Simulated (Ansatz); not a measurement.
C2H6Ga (SMILES C[Ga]C): methods side by side

C2H6Ga has 9 atoms, charge 0, and is taken as a doublet. SMILES: `C[Ga]C`. Geometry: optimised at wB97X-V/def2-SVP.

```tsv
atom	x (Å)	y (Å)	z (Å)
C	-1.2413	1.1616	0.1780
Ga	0.4605	0.3892	0.8775
C	1.2721	-1.1352	-0.1222
H	-2.0181	0.3755	0.1749
H	-1.0909	1.4841	-0.8681
H	-1.6102	2.0175	0.7623
H	2.2105	-1.5024	0.3190
H	1.4692	-0.8210	-1.1631
H	0.5482	-1.9693	-0.1584
```

Quantity: the dissociation energy of the C3–Ga2 bond into doublet CH3 and singlet CH3Ga (shapes relaxed at wB97X-V/def2-SVP, no zero-point term), in eV. The values are calculated.

```
              level                    kind  program  value (eV)  less CCSD(T)/def2-TZVP  CPU time (all runs)
   USVWN5/def2-TZVP                     LDA   Ansatz        2.18                   +0.55                3.9 s
    UBLYP/def2-TZVP                     GGA   Ansatz        1.31                   -0.32                7.5 s
     UPBE/def2-TZVP                     GGA   Ansatz        1.66                   +0.03                  7 s
 U-r2SCAN/def2-TZVP                meta-GGA   Ansatz        1.67                   +0.04                 14 s
   UB3LYP/def2-TZVP           global hybrid   Ansatz        1.39                   -0.24                9.3 s
U-wB97M-V/def2-TZVP  range-separated hybrid   Ansatz        1.63                    0.00                 29 s
     UMP2/def2-TZVP     perturbation theory   Ansatz        1.85                   +0.22                  7 s
 UCCSD(T)/def2-TZVP   coupled cluster or CI   Ansatz        1.63                    0.00              2.5 min
```

Differences are taken from UCCSD(T)/def2-TZVP for orientation; it has basis-set and higher-order errors of its own. All-electron rows without a relativistic Hamiltonian named are non-relativistic. The values span 1.31 to 2.18 eV. A fragment with an even electron count was run as a singlet and may have a lower triplet. Measured bond enthalpies also hold zero-point and thermal terms, a few tenths of an eV less. In the correlated wave-function rows the outer d shell of Ga is correlated, in sets not made for it. Times are those of the runs behind each value, whatever else they computed, on shared processors of several kinds: orders of magnitude only.

Breaking this Ga–C bond is endothermic at every level, but the bond is fairly weak for a metal–alkyl σ bond. The reason lies largely in the product. Dimethylgallium is a bent Ga(II) radical whose unpaired electron sits in an orbital of mixed 4s and 4p character. When a methyl radical leaves, the electron left behind from the broken bond pairs with it, giving Ga(I) in CH3Ga a lone pair of mainly 4s character. This pairing, and the reluctance of the heavier group 13 elements to use their s electrons in bonding, repays part of the cost of cleavage.

Accuracy does not follow the class of functional: PBE and r2SCAN lie close to the coupled-cluster value, while B3LYP falls below it along with BLYP, which suggests that the description of correlation matters here at least as much as exact exchange. The familiar alternation in trimethylgallium, where the second methyl is lost more easily than the first or third, fits this picture but would need the other two bond energies to be confirmed.
